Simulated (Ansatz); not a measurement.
## Ni: pressure and energy change per atom as volume scale varies

Results calculated with Ansatz 0.2.0, not measured. Plane-wave DFT, scalar-relativistic PAW made under PBE with cores redone for the functional, no dispersion; the given relaxed cell is scaled uniformly, energy at zero smearing counts from the unscaled cell, pressure at the given Fermi-Dirac smearing is positive in compression.

The cell before it is scaled or strained (space group Im-3m, No. 229):
```
cell vectors (Å)
  -1.4239     1.4239     1.4239
   1.4239    -1.4239     1.4239
   1.4239     1.4239    -1.4239
atoms (fractions of the cell vectors)
Ni  0.00000  0.00000  0.00000
```

Settings of every row: spin polarised yes; functional BLYP; wave cutoff 420 eV; smearing width 0.05 eV; k mesh 17x17x17.

Atom:
```
element  starting moment (Bohr magneton)
     Ni                             0.59
```

Limits: search for a lower magnetic state is off; the cell comes from a prototype or a list of computed structures and needn't be the stable phase; with one magnetic atom in the cell only parallel moments are possible.

```
row  volume scale  V (Å³/atom)  pressure (GPa)  energy change per atom (meV)  largest site moment (Bohr magneton)
  1          0.88       10.162           28.43                        108.51                                 0.47
  2          0.92       10.624           16.69                         44.09                                 0.51
  3          0.96       11.086               ?                             ?                                    ?
  4          1.04        12.01           -5.75                          8.91                                  0.6
  5          1.08       12.472           -10.3                         32.65                                 0.63
  6          1.12       12.934          -13.88                         68.02                                 0.65
```

Question: what pressure and energy change per atom should row 3 give?

Worked fit of pressure. Take u = (V_r/V)^(2/3) − 1 with V_r = 12.01 Å³ an atom, which is twice the finite (Eulerian) strain; such expansions in the strain, on which the Birch-Murnaghan equation of state is built, carry the rest volume and the bulk modulus. The shown rows have u = 0.11783, 0.08518, 0, -0.02485, -0.04821. Least squares give pressure = −5.807 + 201.967 × u + 746.58 × u² GPa; a straight line predicts inner rows, each left out in turn, worse (root mean square 2.1 against 0.17 GPa). The rows lie off it by 0.07, -0.12, 0.06, 0.06, -0.07 (root mean square 0.079 GPa). The pressure vanishes at u = 0.0262, or V = 11.55 Å³ an atom, and there the bulk modulus at fixed shape and fractions is B = −V dP/dV = (2/3)(1 + u) dP/du = 165 GPa. The withheld row has u = 0.05482, so the fit gives −5.807 + 201.967 × (0.05482) + 746.58 × (0.05482)² = 7.51 GPa.

The calculation gave 7.39 GPa. The fit lies 0.12 GPa (1.6 % of the value, 0.28 % of the column's range) above it; its largest miss of a shown row is 0.12 GPa.

Worked fit of energy change per atom. Take u = (V_r/V)^(2/3) − 1 with V_r = 12.01 Å³ an atom, which is twice the finite (Eulerian) strain; such expansions in the strain, on which the Birch-Murnaghan equation of state is built, carry the rest volume and the bulk modulus. The shown rows have u = 0.11783, 0.08518, 0, -0.02485, -0.04821. Least squares give energy change per atom = 8.371 − 642.076 × u + 12614.12 × u² meV; a straight line predicts inner rows, each left out in turn, worse (root mean square 36 against 1.5 meV). The rows lie off it by 0.66, -1.11, 0.54, 0.53, -0.62 (root mean square 0.72 meV). The withheld row has u = 0.05482, so the fit gives 8.371 − 642.076 × (0.05482) + 12614.12 × (0.05482)² = 11.08 meV.

The calculation gave 10.03 meV. The fit lies 1.05 meV (10 % of the value, 1.1 % of the column's range) above it; its largest miss of a shown row is 1.11 meV.

The other values of row 3: largest site moment 0.55 Bohr magneton.
